**Q.** I run a cluster beam, and I read mass spectra and ionisation thresholds for steps at particular sizes. Here is a spherical jellium series in spin-polarised exchange-only LDA. Both energy columns look like a saw blade, and there are more teeth than the magic numbers I know. Where do I begin?

Spherical jellium clusters of N electrons (background radius rs N^(1/3), rs = 3.38 bohr) in non-relativistic spin-polarised exchange-only LDA, radks with Libxc. Shells are m-averaged, named by radial order and filled by a greedy search that can miss a lower state. Ionisation is vertical; the second difference is E(N+1)+E(N-1)-2E(N) for neutral clusters.

```tsv
electrons	energy per electron (eV)	unpaired electrons	highest level	ionisation energy (eV)	second energy difference (eV)
1	-0.64037	1	1s up	n/a	n/a
2	-0.80357	0	1s up	4.81929	0.92381
3	-0.55003	1	1p up	3.48917	-0.78671
4	-0.61994	2	1p up	4.23854	-0.60794
5	-0.78347	3	1p up	4.66868	0.94230
6	-0.73544	2	1p down	3.55788	-0.65640
7	-0.79491	1	1p down	4.13483	-0.45302
8	-0.89613	0	1p up	4.49315	1.4661
9	-0.81197	1	1d up	2.93769	-0.36717
10	-0.78136	2	1d up	3.31237	-0.31910
11	-0.78532	3	1d up	3.60197	-0.27751
12	-0.81174	4	1d up	3.83409	-0.24155
13	-0.85269	5	1d up	4.02453	0.44645
14	-0.85589	6	2s up	3.52612	0.32379
15	-0.83708	5	1d down	3.25152	-0.30768
16	-0.83985	4	1d down	3.51707	-0.31378
17	-0.86075	1	1d down	3.80906	-0.27002
18	-0.89434	0	1d up	3.97103	0.096983
19	-0.91928	1	2s up	3.84040	0.34927
20	-0.92426	0	2s up	3.49409	0.65569
21	-0.89755	1	1f up	2.87513	-0.19007
22	-0.88190	2	1f up	3.04971	-0.17345
23	-0.87516	3	1f up	3.20337	-0.15908
24	-0.87561	4	1f up	3.33999	-0.14643
25	-0.88187	5	1f up	3.46245	-0.13513
26	-0.89286	6	1f up	3.57291	-0.12508
27	-0.90766	7	1f up	3.67318	0.68346
28	-0.89699	8	2p up	2.96504	-0.099439
29	-0.89049	9	2p up	3.12050	-0.085734
30	-0.88728	10	2p up	3.24855	0.032475
31	-0.88323	9	1f down	3.24979	-0.68361
32	-0.90080	2	1f down	3.43221	0.19309
33	-0.91145	1	1f down	3.53094	-0.10683
34	-0.92462	0	1f up	3.62134	0.33919
35	-0.92734	1	2p up	3.26588	-0.090064
36	-0.93241	2	2p up	3.37480	-0.073606
37	-0.93920	3	2p up	3.46372	0.44117
38	-0.93402	2	2p down	3.03603	-0.097943
39	-0.93162	1	2p down	3.16619	-0.083444
40	-0.93142	0	2p up	3.27664	0.30870
```

**A.** With what is being subtracted. Call $N$ the number of electrons, $M$ the number unpaired, and $E(N)$ the total energy, which is $N$ times the energy per electron. The background has radius $R=r_sN^{1/3}$. The last column is $D_2(N)=E(N+1)+E(N-1)-2E(N)$, and each of the three clusters is neutral and has its own radius. The ionisation energy removes an electron and leaves the background alone. "Highest level" names the shell and spin being filled; in a closed shell the two spins are degenerate and the label "up" means nothing.

Take two limits. Electrons added to a container of fixed charge pay a charging energy, and $D_2$ would be about $e^2/R$, which is 4.03 eV at $N=8$ and 2.35 eV at $N=40$, positive in every row. Independent electrons in a fixed well would give zero inside a shell and the level gap at a closure. The table follows neither: no value exceeds 1.47 eV and most are negative. The charging term is absent because every step adds a unit of background with the electron. The fixed well fails because the well grows.

**Q.** Why should growth make the second difference negative?

**A.** To first order the shell-dependent part of the energy is a sum of levels in a smooth potential; that is theory, which the table can only be consistent with. In a hard sphere a level is $\hbar^2x^2/2mR^2$, with $x$ a zero of a spherical Bessel function: about 3.1, 4.5, 5.8, 6.3, 7.0, 7.7, 8.2 for 1s, 1p, 1d, 2s, 1f, 2p, 1g, the order in which the table fills. Write $E=K\,S\,N^{-2/3}$ with $K=\hbar^2/2mr_s^2$ and $S=\sum x^2$ over the electrons. Inside a shell $S$ rises by the same $x^2$ per electron, so

$$\frac{d^2E}{dN^2}=-\frac43\,\frac{Kx^2N^{-2/3}}{N}+\frac{10}{9}\,\frac{KSN^{-2/3}}{N^2}.$$

In the large-$N$ limit the top level $Kx^2N^{-2/3}$ is the Fermi energy $E_F$ and the sum is $\tfrac35NE_F$, which leaves $D_2\approx-\tfrac23E_F/N$. The level being filled sinks as the sphere swells, so each electron of a shell is bound more strongly than the one before. The gaps at the closures pay this back, so that the binding per added unit tends to a constant in a large cluster.

Exchange adds a second negative piece. Expanding the LDA exchange energy of a uniform gas in the polarisation $M/N$ gives $-cM^2/N$, with $c=e^2k_F/6\pi$ and $k_F=(9\pi/4)^{1/3}/r_s$. With $M'=\pm1$ for filling up or down spins, its second derivative is $-(2c/N)(M'-M/N)^2$.

Work $N=24$, in the middle of 1f up, with nothing fitted. At this density $E_F=4.39$ eV and $c=0.820$ eV. The level term is $-2.92/24=-0.122$ eV. The exchange term, with $M=4$, is $-(1.64/24)(5/6)^2=-0.047$ eV. The sum is $-0.169$ eV against $-0.146$ eV in the table, too large in size by 16 % of the table value; the level term alone is too small by about as much. The full expression above, with a hard wall at $R$, would make the level term about half as large again; the electrons spill beyond $R$, which weakens it, and the background does not cancel the repulsion within a shell exactly. The table does not separate these pieces.

**Q.** One row could be luck.

**A.** There are 22 rows in which both steps fill the same shell with the same spin. All are negative, a straight line through $\ln|D_2|$ against $\ln N$ has slope $-0.94$, and $N D_2$ averages $-3.28$ eV, against $-2.92$ eV from the level term, with a spread from $-2.36$ to $-4.62$ eV. Part of the spread has the pattern of the exchange factor. It is larger just after the spin turns down, where $M'-M/N$ exceeds one in size: $-3.94$ eV at $N=6$ against $-2.43$ eV at $N=4$, and $-3.72$ eV at 38 against $-2.65$ eV at 36. Along each run the size falls, from 3.99 to 3.25 eV through 1f up, with rows 3 and 4 the one exception. Below, "baseline" means $-3.28\ \text{eV}/N$, and the height of a peak is measured from it.

**Q.** Then the peaks at closed shells are level gaps?

**A.** Where the same calculation gives levels to compare, yes. At $N=20$ the peak stands 0.82 eV above the baseline and the 2s–1f gap is 0.865 eV. At $N=40$ it stands 0.39 eV high, and in the $N=39$ cluster 1g up lies 0.380 eV above 2p down. The levels themselves are those of a wider well. A line through the four occupied levels of $N=20$ against $x^2$ passes within 0.01 eV of each and puts the wall 2.40 bohr outside $R$; about 3.5 of the 20 electrons lie beyond $R$. The empty 1f and 2p lie 0.09 and 0.63 eV below that line, so the hard wall serves for the occupied levels only. Gaps scale as the step in $x^2$ over the squared radius, so the heights at 2, 8, 20 and 40 fall from 2.56 to 0.39 eV. In the opposite limit, a harmonic well, 1d and 2s are degenerate, as are 1f and 2p, and 18 and 34 would not be closures. They are, with heights of 0.28 and 0.44 eV, the second of them above the 0.39 eV at 40: the flat bottom of the potential splits those pairs.

**Q.** And the extra teeth at 5, 13, 14, 19, 27 and 37?

**A.** They come from Hund's rule, in two ways. Differentiating $-cM^2/N$ with respect to each spin population puts the down levels $4cM/N$ above the up levels. What happens at a half-filled shell depends on that splitting against the gap to the next shell.

If the splitting is the smaller, the next electron turns its spin and the peak measures the splitting. That is 5, 19 and 37, where $M$ falls in the following row. The heights are 1.60, 0.52 and 0.53 eV; the uniform gas gives 1.97, 0.17 and 0.27 eV. It fails by a factor 2 for 2p and 3 for 2s, since it spreads the spin over the whole cluster, while a level is split according to its overlap with the actual spin density. The $N=39$ levels show this. The lone 2p spin splits 2p by 0.161 eV and 1f by 0.037 eV, where the uniform value is 0.084 eV, and that factor of about 2 for 2p is the factor found at 37. That the compact 2s orbital explains the factor 3 at 19 is my guess by analogy; repulsion between the two 2s electrons may share in it.

If the splitting is the larger, the next electron keeps its spin and enters the next shell. In the row after 13 and the row after 27 the spin goes on rising, to 6 and 8, and the highest level becomes 2s up and 2p up. Those peaks are gaps between levels of the same spin. With 2s up full at 14 the spin does turn, which makes the second peak. The two heights, $0.70+0.56=1.26$ eV, together climb from 1d up to 1d down, and $4c\cdot5/13$ is also 1.26 eV, an agreement closer than the estimate deserves. High-$l$ shells reach large $M$ and are followed by a narrow gap, so they spill. The p shells turn their spin. At $N=39$ 1g up lies $2.340-1.800=0.54$ eV above 2p up, close to the height at 37, but that cluster has one unpaired spin; three aligned 2p electrons lower 2p up more than 1g up, so the gap at 37 should be wider than the splitting by a clear margin.

**Q.** The same pair of shells gives 0.70 eV at 13 and 0.28 eV at 18. Why?

**A.** The change of radius is too small for that, and 27 against 34 repeats it, 0.80 against 0.44 eV. I argue it from the overlap again: five aligned 1d electrons lower 1d up more than they lower 2s up, which widens the gap at 13, and at 18 no spin is left to do so. The 1d–2s gap at $N=20$, with 2s full, is 0.636 eV, so the empty 2s at 18 seems to lie closer to 1d and to rise as it fills. That reading is a guess from one set of levels at another size.

**Q.** Rows 16 and 17, and 30 to 32, fit no run.

**A.** All but row 30 compare states from different branches of filling. The spin counts imply that 14 to 16 hold one 2s up electron and that 17 moves it into 1d down, $M$ dropping from 4 to 1. As 1d down fills, the splitting shrinks until the promotion no longer pays. With two branches crossing, the lower envelope bends downward, so a true crossing makes $D_2$ more negative than on either branch. Rows 16 and 17, at $-0.314$ and $-0.270$ eV, are compatible with that. Continuing the low-spin branch back with the baseline curvature puts its $N=16$ state 0.08 eV above the tabulated one, a margin that the spread of the baseline could erase.

The collapse from $M=9$ at 31 to $M=2$ at 32 breaks the rule. Rows 32 to 34 fill 1f down with 2p empty and a curvature of $-0.107$ eV at 33. If $E(31)$ were the lowest energy, $D_2(32)$ could not exceed about that. It is $+0.193$ eV, so a low-spin state of 31 should lie $0.193+0.107=0.30$ eV lower. This is an extrapolation, not a calculation. With it, and with $E(30)$ kept as tabulated, $D_2$ would be about $0.03-0.30=-0.27$ eV at 30 and $-0.68+0.60=-0.08$ eV at 31. One more step back gives a state of 30 lower by 0.02 eV. The curvature is larger in size earlier in a run, so both figures understate the lowering, and the tabulated state of 30 is probably not the lowest either; then these two estimates shift again, and row 29 holds only along the high-spin branch. The tabulated values at 31 and 32 come from the change of branch and are not shell effects. The one at 30 is a shell effect, but of the high-spin branch, on which 29, 30 and 31 all lie: 2p up is full at 30 and the next electron enters 1f down, the same kind of step as at 14. It stands 0.14 eV above the baseline, and by the estimate above it would not survive in the lowest states. The ionisation energies of 30 and 31 likewise belong to states that are probably excited.

**Q.** I measure thresholds. Do they carry the same information?

**A.** Nearly. Define $B(N)$ as the ionisation energy plus $E(N)-E(N-1)$. It is the cost of adding one unit of background around $N-1$ electrons, and the drop in ionisation energy from $N$ to $N+1$ is exactly $D_2(N)+B(N)-B(N+1)$. No electron changes level in $B$ if ion and smaller neutral share a filling, so it should be smooth. A least-squares line in $N^{-1/3}$ through rows 2 to 40, without 31 and 32, gives $1.36+3.13N^{-1/3}$ eV with an rms scatter of 0.04 eV, a tenth of the scatter of the ionisation energies. Hence the threshold climbs inside a run and falls after each row with positive $D_2$, except 30 and 32. At 8 it falls by 1.56 eV, of which 1.47 eV is $D_2$. At 32 $B$ is 0.35 eV below the line, as it would be if that ion stays low-spin while $E(31)$ is too high.

Charging, absent from $D_2$, is present here. As charge is drawn off, the highest level $\varepsilon$ sinks by about $e^2/R'$ per electron, with $R'$ the radius of the electron cloud, so the threshold is $-\varepsilon+e^2/2R'$. At $N=20$ the excess over $-\varepsilon$ is 1.154 eV; the background radius gives 1.483 eV and the wall radius 1.176 eV. At 39 the excess is 0.986 eV and the wall radius gives 0.984 eV. These are two rows, and the wall is not the only candidate: the cube root of the $N=20$ polarisability gives 1.285 eV, 11 % above the calculated excess.

The energy per electron is a blunter gauge. It has local minima at 2, 5, 8, 14, 20, 27 and 37, and none at 18 or 34, where the next electron is bound less than the last but still more than the average. Row 40 has none either: its last electron is bound less than the average.

**Q.** How well does all this do when put into one formula?

**A.** I took $E=\sum\hbar^2x^2/2m(R+\delta)^2-\beta M^2/N+bN^{2/3}$ with the fillings inferred from the spins, 1g up assumed for electron 41, and fitted its second differences to rows 2 to 40 without 30 to 32, scanning $\delta$ and solving for $\beta$ and $b$ by least squares. The rms error is 0.12 eV on values of rms size 0.47 eV, and 0.28 eV on the three omitted rows; rounding of the table is under 0.001 eV. It returns $\beta=0.70$ eV, near $c$; $\delta$ and $b$ trade against each other and carry no meaning. Dropping exchange gives 0.34 eV, and oscillator levels with exchange give 0.25 eV and negative values at 18 and 34. Row 24 was in the fit and comes out at $-0.13$ eV. Misfits of 0.28 to 0.37 eV sit at 18, 19, 34 and 37, too high on entering 2s and 2p and too low at their spin turn. If the bare gaps are narrower than the hard wall says, the good match at 13 and 27 may be a cancellation against the missing overlap effect.

**Q.** Which teeth should I look for in the beam?

**A.** Those at closed shells, where a sphere with no spin is a fair picture. The others lean on the settings. A real open-shell cluster can deform, which splits the shell and favours low spin, and spherical averaging forbids it. Correlation, omitted here, reduces the gain from aligning spins. The peaks at half filling, at 14 and at 30 are therefore not magic sizes, and the negative curvature inside a shell is what deformation would act on. Changing the density is less simple than it looks. $E_F$ goes as $1/r_s^2$ and $c$ as $1/r_s$, so where a gap follows the hard wall, as from 2p to 1g, a more dilute background favours spilling into the next shell. The 1d–2s and 1f–2p gaps do not follow that scaling. They exist because the well is flat, and a denser background, whose spill-out is larger against its radius, rounds the well and works against them, so the d and f shells need not turn their spin at higher density. A series at one $r_s$ cannot settle this; the fillings have to be searched again at each density.
